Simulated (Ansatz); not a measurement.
**Ge: energy along a strain**

Ge, Cmmm, a = 2.794 Å, b = 5.201 Å, c = 2.698 Å (as given, not relaxed at this level: -4.1 GPa). This isn't the element's structure at ambient conditions. Ansatz: PBEsol, PAW, 420 eV, Γ-centred 20×20×18 mesh on 1 atom, Gaussian smearing 0.15 eV; no spin polarisation. Cell vectors (Å): 1.397 -2.601 0.000; 1.397 2.601 0.000; 0.000 0.000 2.698. The cell is strained by x per cent times the pattern (1 1 0 0 0 0) in the order xx yy zz yz xz xy (engineering shears), with fractional coordinates held. y is the free energy over the start, V0 = 19.607 Å³/atom. Points with a strain past 8.5 % were computed too (3) and aren't used here.

```tsv
x (%)	y (meV/atom)
-7.50	80.34
-5.00	13.44
-2.50	?
0.00	0.00
2.50	37.61
5.00	95.30
7.50	167.36
```

Question: Fit y = c1 x + c2 x² + c3 x³ to the other rows, get the stiffness along the pattern, and predict the missing energy.

Answer: Least squares on the rows shown. y = 10.075 x + 2.1972 x² − 0.075942 x³. The clamped-ion stiffness p·C·p = 2 × 21.97 eV × 160.2 / 19.607 Å³ = 359 GPa (second derivative at the start, which stands under stress). At x = -2.50 the fit asked for gives -10.27 meV/atom. The run gave -10.13 meV/atom, so the fit is 0.14 meV/atom too low, within the rms miss on the fitted rows (0.39 meV/atom).

The energy falls when the xy plane is first compressed because the starting cell is under tension: the linear term reflects that stress, and the minimum along this path lies at a slightly smaller area. The negative cubic term makes the curve stiffer on compression and softer on expansion. This is the usual anharmonicity of bonding, as overlap repulsion and electronic kinetic energy rise steeply at short distances while cohesion weakens gradually at long ones.

With c held fixed, the strain changes the volume as well as the in-plane distances, so 359 GPa combines C11, C22 and twice C12 and is neither a single elastic constant nor a bulk modulus. With one atom per primitive cell, a homogeneous strain leaves no internal coordinate to relax, so the clamped-ion value is also the relaxed-ion one. Positive curvature along this one path doesn't establish mechanical stability, which also depends on the shear and other axial strains.
